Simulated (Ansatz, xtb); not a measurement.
## Ligand exchange: C2H5BrSi + KOH → C2H6OSi + KBr

Species: C2H5BrSi `C=C[SiH2]Br`, singlet; KOH `[OH][K]`, singlet; C2H6OSi `C=C[SiH2]O`, singlet; KBr, singlet. The partners trade Br for OH: Si–Br and K–OH bonds give way to Si–OH and K–Br.

Shapes, held fixed at every level: PBE0-D4/def2-TZVP. Flexible molecules stand in one conformer, not always the lowest. Programs: Ansatz 0.2.0, xtb 6.7.1. The zero-point and thermal change to 298 K, harmonic and unscaled (PBE0-D4/def2-TZVP), is +3.5 kJ/mol.

Problem. Estimate ΔH(298 K) of this reaction.

Solution. The highest level, CCSD(T)/def2-TZVPP, gives ΔH(298 K) = -173.8 kJ/mol; the levels span -215.4 to -154.6. The column of differences is taken from that level and isn't an error. No measured value is set beside it here. Relativity is left out for Br. Outer-core shells of Br, K are correlated in most correlated rows, in sets that cover them unevenly. Times are processor times on shared x86 and Arm servers, and rough.

```json
{"level": "GFN1-xTB", "kind": "semi-empirical", "ΔH(298 K) (kJ/mol)": "-168.8", "less CCSD(T)/def2-TZVPP": "+5.0", "CPU time (sum over the molecules)": "0.08 s"}
{"level": "HF/def2-TZVPP", "kind": "Hartree–Fock", "ΔH(298 K) (kJ/mol)": "-215.4", "less CCSD(T)/def2-TZVPP": "-41.6", "CPU time (sum over the molecules)": "–"}
{"level": "SPW92/def2-TZVPP", "kind": "LDA", "ΔH(298 K) (kJ/mol)": "-154.6", "less CCSD(T)/def2-TZVPP": "+19.2", "CPU time (sum over the molecules)": "14 s"}
{"level": "r2SCAN-D4/def2-TZVPP", "kind": "meta-GGA", "ΔH(298 K) (kJ/mol)": "-168.3", "less CCSD(T)/def2-TZVPP": "+5.5", "CPU time (sum over the molecules)": "56 s"}
{"level": "B3LYP-D4/def2-TZVPP", "kind": "global hybrid", "ΔH(298 K) (kJ/mol)": "-166.0", "less CCSD(T)/def2-TZVPP": "+7.8", "CPU time (sum over the molecules)": "51 s"}
{"level": "r2SCAN0-D4/def2-TZVPP", "kind": "global hybrid", "ΔH(298 K) (kJ/mol)": "-178.1", "less CCSD(T)/def2-TZVPP": "-4.3", "CPU time (sum over the molecules)": "60 s"}
{"level": "B2PLYP/def2-TZVPP", "kind": "double hybrid", "ΔH(298 K) (kJ/mol)": "-169.5", "less CCSD(T)/def2-TZVPP": "+4.3", "CPU time (sum over the molecules)": "62 s"}
{"level": "CCSD(T)/def2-SVP", "kind": "coupled cluster or CI", "ΔH(298 K) (kJ/mol)": "-181.1", "less CCSD(T)/def2-TZVPP": "-7.3", "CPU time (sum over the molecules)": "45 s"}
{"level": "CCSD(T)/def2-TZVPP", "kind": "coupled cluster or CI", "ΔH(298 K) (kJ/mol)": "-173.8", "less CCSD(T)/def2-TZVPP": "0.0", "CPU time (sum over the molecules)": "17 min"}
```

Every level makes the exchange strongly exothermic, with CCSD(T)/def2-TZVPP at -173.8 kJ/mol. The main driving force is silicon's preference for oxygen over bromine: the Si–O bond is short, strongly polar and much stronger than Si–Br, whose larger, more diffuse halogen orbitals overlap less well with those of silicon. On the potassium side one largely ionic bond replaces another, so that exchange probably contributes much less.

Hartree–Fock overshoots the exothermicity by 41.6 kJ/mol, so electron correlation stabilises the reactants more than the products. This suggests that the more covalent Si–Br bond loses correlation energy when bromine becomes a nearly closed-shell bromide bound to potassium. Adding exact exchange in going from r2SCAN to r2SCAN0 also shifts the result towards the Hartree–Fock side, though B3LYP shows that exact exchange alone doesn't order the functionals. Enlarging the coupled-cluster basis moves the value by 7.3 kJ/mol, as much as or more than most of the gaps between the dispersion-corrected or double-hybrid functionals and the top level, so their closeness to it doesn't establish a ranking in accuracy.
